**Q:** I swept the charge-transfer energy $\Delta$ in the Cu³⁺ cluster model, with relativistic atomic integrals and everything else held fixed. At $\Delta = -0.9$ eV it should pay to move an electron from the ligands to copper, so I thought the ground state would flip from $d^8$ to $d^9$ as $\Delta$ crosses zero. Instead the d count just slides. Why is there no jump?

Charge-transfer multiplet model of a cubic Cu³⁺ (d⁸) metal-ligand cluster, radial Dirac CI 1, with Dirac-Coulomb-Breit atomic integrals, Slater integrals scaled by 0.9, at most 2 ligand holes, 20 K. Metal 10Dq is −0.15 eV, ligand 10Dq 0 eV, hopping 1.65 eV ($e_g$) and −2.8 eV ($t_{2g}$). Configuration averages lie at kΔ + k(k−1)U/2 for k ligand holes, with U = 8.5 eV.

| charge transfer energy (eV) | d electrons in the ground state | weight no hole | weight one hole | weight two holes | ground energy from dn average (eV) |
| --- | --- | --- | --- | --- | --- |
| -0.900 | 8.606 | 0.443 | 0.508 | 0.049 | -5.9125 |
| 0.100 | 8.514 | 0.521 | 0.445 | 0.034 | -5.3534 |
| 1.100 | 8.429 | 0.594 | 0.382 | 0.024 | -4.8826 |
| 3.100 | 8.294 | 0.718 | 0.271 | 0.012 | -4.1668 |
| 4.100 | 8.243 | 0.765 | 0.227 | 0.008 | -3.8991 |

**A:** Think in holes. A $d^8$ ion lacks two electrons of a full shell, and each of the two holes can sit on copper or on the ligand shell. That gives three kinds of configuration: $d^8$ with no ligand hole, $d^9\underline{L}$ with one, and $d^{10}\underline{L}^2$ with two. The three weight columns, call them $w_0$, $w_1$, $w_2$, are the shares of these in the ground state. $\Delta$ is the average cost of moving the first hole out, and the second costs $\Delta + U$, where $U = 8.5$ eV is the repulsion between d electrons. Two ligand holes fill the d shell, so the limit of two cuts nothing off.

A jump needs two levels that cross without mixing. Here hopping connects states of the same spin and symmetry, so they repel, and the ground state turns gradually from one character into the other over a range of $\Delta$ set by the size of the hopping. That size is several eV, about as wide as your whole sweep. You see only part of a broad avoided crossing: the d count falls from 8.606 to 8.243 over 5 eV.

**Q:** Is it the same state in all rows? With labels like $e_g$ and $t_{2g}$ I assumed an octahedral ion with both holes in $e_g$.

**A:** It is the same state, but not that one. The metal 10Dq, the splitting of $e$ above $t_2$, is negative, so $e$ lies lower, and the $t_2$ hopping is the larger one. That is the pattern of a tetrahedral site. The runs give a metal $e$ occupation between 3.896 and 3.952, so $e$ is nearly full and both holes are mainly $t_2$. The spin is 1 in every row, and the four lowest levels have degeneracies 1, 3, 2, 3: nine states, a $^3T_1$ term split by spin-orbit coupling. The first excited level lies 0.049 to 0.060 eV up, against a thermal energy of about 0.002 eV at 20 K, so the table describes one nondegenerate level. This is also not the low-spin state that Cu³⁺ often takes in square-planar surroundings.

The charge goes where the holes are. From $\Delta = 4.1$ to $-0.9$ eV copper gains 0.363 electron, of which 0.307 enters $t_2$ and 0.056 enters $e$.

**Q:** Can I turn that into something I can solve by hand?

**A:** Keep three states. Let $V = 2.8$ eV be the magnitude of the $t_2$ hopping; its sign doesn't matter. From $d^8$ either hole can hop out, and only the symmetric sum of the two one-hole states is reached. A normalised sum of two equal amplitudes gives a coupling $T = \sqrt{2}\,V = 3.96$ eV, so $T^2 = 2 \times 2.8^2 = 15.68$ eV². The same $T$ links that state to $d^{10}\underline{L}^2$. Measure energies from the $d^8$ average, as the last column does. The levels before hopping are

$$E_0 = -M, \qquad E_1 = \Delta - 0.06\ \text{eV}, \qquad E_2 = 2\Delta + U .$$

The 0.06 eV is $0.4 \times 0.15$ eV, the crystal-field gain of the one $t_2$ hole left on copper. $M$ is the amount by which the $d^8$ triplet lies below the $d^8$ average. With amplitudes $c_0, c_1, c_2$ and ground energy $E$, the last eigenvalue equation gives $c_2/c_1 = T/(E_2 - E)$. Put that into the middle one and the one-hole level is pushed down by $P = T^2/(E_2 - E)$, so that

$$\frac{c_1}{c_0} = \frac{T}{E_1 - P - E}, \qquad E = -M - \frac{T^2}{E_1 - P - E}.$$

A least-squares fit of $M$ alone to the five ground energies gives 1.70 eV. The weights were not fitted, but they are not a fully separate test: the slope of the energy with $\Delta$ fixes the d count, as shown further down.

Take $\Delta = 4.1$ eV, whose energy was one of the five. There $E_1 = 4.04$ and $E_2 = 16.7$ eV. Try $E = -3.89$ eV. Then $E_2 - E = 20.59$ eV, $P = 15.68/20.59 = 0.76$ eV, and the denominator is $4.04 - 0.76 + 3.89 = 7.17$ eV. The lowering is $15.68/7.17 = 2.19$ eV, which returns $E = -1.70 - 2.19 = -3.89$ eV, against $-3.8991$ in the table. The ratios are $w_1/w_0 = 15.68/7.17^2 = 0.305$ and $w_2/w_1 = 15.68/20.59^2 = 0.037$, so $w_0 = 1/(1 + 0.305 + 0.305 \times 0.037) = 0.760$, $w_1 = 0.232$ and $w_2 = 0.009$. The table has 0.765, 0.227 and 0.008.

**Q:** Is that row typical, or did you pick a good one?

**A:** It is the worst row for the energy and for the two large weights. Across the five rows the model misses the energy by at most 0.010 eV and any weight by at most 0.005. That is ten times the rounding of the weights, so the misfit is real, and it drifts with $\Delta$, which says that $M$ is not quite a constant. Bear in mind that $\Delta$, $U$ and $V$ are the calculation's own inputs. The agreement shows which states carry the ground state, and it tests nothing about a real compound.

The coupling can also be read back from the table as $T = (E_2 - E)\sqrt{w_2/w_1}$. It comes out between 3.87 and 3.97 eV. At $\Delta = 0.1$ eV it is $3.88 \pm 0.03$ eV, below 3.96 by more than rounding allows. A small share of $e$ holes, which hop with only 1.65 eV, would act in that direction, though I haven't isolated it. In the last two rows $w_2$ has too few digits to tell.

**Q:** Then why does $d^8$ keep a weight of 0.443 at negative $\Delta$? And why is that row alone in having one hole ahead?

**A:** Because $\Delta$ is defined between configuration averages, and the ground state doesn't start from the average. Two d holes with parallel spins avoid each other, which is Hund's rule, and their triplet lies well below the mean of all $d^8$ states. A $d^9$ ion has one hole and no such gain. The gap that counts is $\Delta - 0.06 + M$ in eV, and at $\Delta = -0.9$ eV it is still positive, 0.74 eV.

So on the bare levels $d^8$ would lead even in that row. It is the two-hole state that tips the balance. Set $c_0 = c_1$: the first equation gives $E = -M - T$, the second gives $E_1 - P = -M$, and the weights are equal at

$$\Delta_\times = -M + 0.06\ \text{eV} + P .$$

At that point $P$ is 1.18 eV, and $\Delta_\times = -1.70 + 0.06 + 1.18 = -0.46$ eV. Linear interpolation of $w_1 - w_0$ between the first two rows of the table gives $-0.44$ eV. The row at $-0.9$ eV is therefore not irregular in its physics. It is the one row on the far side of a crossing whose place is set by two opposed shifts of more than 1 eV each. That it falls near $\Delta = 0$ comes from their partial cancellation at these settings. Note how much a state of weight 0.049 does: it lies 6.7 eV above the $d^8$ average, yet it couples to the one-hole state as strongly as $d^8$ does.

You can check that $M$ is needed by setting it to zero. The no-hole weight in that row drops to 0.338, it is too low by 0.085 to 0.113 in every row, and the crossing moves to $+1.13$ eV, where the table has $d^8$ well ahead.

**Q:** You fitted $M$ and then called it a multiplet effect. How do I know?

**A:** The three-state fit doesn't show it. A slightly larger model supports it. In $d^8$ there are two ways to form $^3T_1$, from a $t_2 t_2$ hole pair and from a $t_2 e$ pair, and the Coulomb interaction mixes them through $6B$, with $B$ the Racah parameter. Letting each hole hop gives seven states. Spin-orbit coupling is left out, so the energy to match is the centre of the nine split states, which lies 0.097 to 0.123 eV above the lowest level. One Slater integral $F^2$ was fitted by least squares to those five centres, with $F^4/F^2$ held at 0.62, a rough recalled value. The energies then agree to 0.001 eV, and the $e$ occupation, which was not fitted, comes out 0.007 to 0.008 too high in all rows, with the right fall along the sweep. Set against the 0.048 to 0.104 $e$ holes that are there, that is a modest but visible error.

In that model a pure $t_2 t_2$ triplet lies 1.07 eV below the average and the free-ion $^3F$ term 1.58 eV below, both tied to the assumed ratio. The crystal field gives the $t_2 t_2$ pair 0.12 eV more, and spin-orbit coupling lowers the lowest level by about 0.1 eV. All three act in the same direction, and $M$ lumps them, though the last is a shift of the whole mixed level and not of $d^8$ alone. The term energy is much the largest part, with a value between the two limits that depends on how much $t_2 e$ is mixed in. The $e$ occupation shows that share changing with $\Delta$, which is a plausible reason for the drift of the one-constant fit.

The seven-state weights are no better than the three-state ones: the d count is 0.003 to 0.006 too high. Most of that has a visible cause. The centre of the term climbs from 0.097 to 0.123 eV above the lowest level over 5 eV, a slope of about 0.005. As the next answer shows, such a slope is a difference in d count, so the nine states on average hold about 0.005 electron more than the lowest one, and the model describes the average.

**Q:** That brings me to the energy column. Does it add anything, and does $-5.9125$ eV mean the compound is more stable at negative $\Delta$?

**A:** It adds little, and no. $\Delta$ enters the Hamiltonian only as $\Delta$ times the number of ligand holes, so the Hellmann-Feynman theorem gives $dE/d\Delta = w_1 + 2w_2$, which is the d count minus 8. Between the first two rows the slope is 0.559 and the mean excess count 0.560. This is an identity of the calculation. It explains why the energy rises ever more slowly as the holes return to copper. The zero of that column is the $d^8$ average with no hopping, and a model with one ligand shell, no bands and no lattice says nothing about stability.

Mind the spacing too. The large drop from 8.429 to 8.294 spans 2 eV. Per eV the d count falls by 0.092, 0.085, 0.067 and 0.051 in the four steps, steepest near the crossing and flatter as the gap grows, as an avoided crossing requires.

**Q:** For $\Delta = 4.1$ eV I would have used perturbation theory, $w_1/w_0 \approx (T/\text{gap})^2$. Is that acceptable?

**A:** Not in any row here. At 4.1 eV the gap is 5.74 eV and $T$ is 0.69 of it, which is not small. The estimate is 0.48 against 0.30 from the table, 1.6 times too large, and at $-0.9$ eV it is about 25 times too large. The worked row shows why. The true denominator is measured from the ground state after it has been pushed down: $5.74 + 2.19 - 0.76 = 7.17$ eV. Covalency widens its own gap, and this is what keeps the weights changing slowly when the bare gap nearly closes.

**Q:** Could a spin crossover be hiding at the negative end?

**A:** Not within these rows. At $\Delta = -0.9$ eV the lowest level of mostly singlet character is still about 0.9 eV up. The gap does shrink towards that end: a twofold, nearly pure singlet level falls from 1.823 to 0.957 eV across the sweep. It is more covalent than the ground level, with a no-hole weight of 0.29 against 0.44 in the first row, so it gains more when $\Delta$ drops. The argument behind this is that the exchange that favours the triplet acts only while both holes are on copper. That lets the gap shrink but gives no reason for it to change sign. In the three-state equations a singlet pair of $t_2$ holes has the same $T$ and a smaller $M$, so it stays above the triplet at every $\Delta$. I wouldn't extrapolate the falling level to a crossing.

**Q:** What should I guess for neighbouring settings?

**A:** Use the crossing condition and the width. A smaller hopping makes the change sharper and shrinks $P$, which moves the crossing down towards $-M$. A larger $U$ also shrinks $P$ and starves the two-hole state. Stronger reduction of the Slater integrals shrinks $M$ and moves the crossing up. With an octahedral pattern, meaning a positive 10Dq and the $e_g$ hopping as the larger one, the holes would sit in $e_g$, and that hopping would take the place of $V$, while $M$ and the small field term would change as well. These follow from the equations, since the sweep varied only $\Delta$. Along a real series of ligands the hopping and the field change together with $\Delta$, so the table isolates one cause and doesn't trace a chemical series.
